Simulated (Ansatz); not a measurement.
**Phonon-limited resistivity of Lu (computed with Ansatz 0.2.0)**

Space group P6_3/mmc (No. 194), 2 atoms in the cell of the first input below: a = 3.443 Å, b = 3.443 Å, c = 5.343 Å, α = 90.00°, β = 90.00°, γ = 120.00°.

The cell was built from a prototype of a structure type listed for this element, relaxed without spin–orbit coupling to zero pressure (pressure 0.0 GPa with this functional, without spin–orbit coupling). Functional: PBEsol.

Input:

```yaml
crystal:
  lattice:
    - [3.4431749798, 0.0, 0.0]
    - [-1.7215874899, 2.9818770022, 0.0]
    - [0.0, 0.0, 5.3427159497]
  atoms:
    - { symbol: Lu, position: [0.3333333333, 0.6666666667, 0.75] }
    - { symbol: Lu, position: [0.6666666667, 0.3333333333, 0.25] }
basis:
  ecutwfc: 420
  ecutrho_ratio: 4
kpoints:
  mp_grid: { grid: [12, 12, 6] }
hamiltonian:
  xc: pbesol
scf:
  occupations: { method: methfessel_paxton, width: 0.2 }
output: {}
phonons:
  supercell: [2, 2, 2]
  qpath:
    path:
      - [[0.0, 0.0, 0.0], [0.5, 0.0, 0.0], [0.33333333, 0.33333333, 0.0], [0.0, 0.0, 0.0], [0.0, 0.0, 0.5], [0.5, 0.0, 0.5], [0.33333333, 0.33333333, 0.5], [0.0, 0.0, 0.5]]
      - [[0.5, 0.0, 0.5], [0.5, 0.0, 0.0]]
      - [[0.33333333, 0.33333333, 0.5], [0.33333333, 0.33333333, 0.0]]
    npoints: 6
  electrical_resistivity: { mesh: [24, 24, 12], temperatures: [50, 100, 200, 300, 500] }
  superconductivity: { mesh: [24, 24, 12], eliashberg_equations: false }
```

```bash
ansatz run input.yaml --threads 8 --pin off --max-ram 15360MiB --backend cpu --events-out ev --progress --plain --runs-dir out
```

Time: 3.6 min on 8 threads of AMD EPYC 7R43 64-Core Processor (Zen 3) (shared host), peak memory 7.1 GiB.

λ_tr,xx from the finest mesh down: 0.595, 0.571, 0.614. The next coarser mesh moves the resistivity at 300 K by 8 % along the axis that moves most.

The run gives λ_tr,xx = 0.595 and a Drude plasma energy ħω_p,xx = 3.72 eV.

**Question.** Estimate the resistivity along x at 300 K from the high-temperature formula.

**Answer.** ħ/τ = 2π λ_tr k_B T = 0.0966 eV and ρ = 1/(ε0 ω_p² τ) = 51.90 μΩ cm. The Boltzmann solution gives 49.67 μΩ cm, so the estimate is 4 % high.

```csv
T (K),ρ_xx (μΩ cm),ρ_zz (μΩ cm),"formula, xx","R_H, field along x (10⁻¹¹ m³/C)","R_H, field along z (10⁻¹¹ m³/C)"
50,4.99,2.30,8.65,2.45,-16.6
100,14.84,6.77,17.30,3.37*,-14
200,32.55,14.92,34.60,3.46*,-13.3
300,49.67,22.96,51.90,3.4*,-13.1
500,83.85,39.65,86.50,3.16*,-13.2
```

A star marks Hall coefficients that aren't converged: the next coarser mesh moves them by over a fifth (field along x at 300 K: 3.40 against 2.33). The sign of R_H depends on the direction of the field, so it shows no single kind of carrier. At 300 K the next coarser mesh moves R_H by up to 32 %.

At 50 K the solution is 0.58 times the linear formula, and at 500 K 0.97 times. The formula is meant for temperatures above the phonon energies and for bands that vary little within k_B T.

Caveats: no spin-orbit coupling, which matters for these elements; not converged in the fine mesh; small supercell, couplings not converged in it.

Lutetium conducts better along the hexagonal axis at every temperature listed, with ρ_xx more than twice ρ_zz, as is known for the metal. The ratio barely changes while the scattering grows strongly, which suggests that it comes mainly from the anisotropic Fermi velocities of the hybridised 5d-6s bands. The filled 4f shell leaves no local moments to add spin-disorder scattering.

On warming, the resistivity approaches linear growth because the phonon occupations become proportional to temperature. At 50 K the freezing-out of the higher modes and the weight of small-angle scattering, which relaxes current poorly, pull it well below the linear formula.

Both room-temperature values are lower than those measured on single crystals. The relaxed cell is also too small, especially along c, which probably stiffens the phonons and broadens the d bands, and so may account for part of the shortfall. Agreement between the formula and the Boltzmann solution doesn't test the absolute resistivity, since both rest on the same bands and couplings.
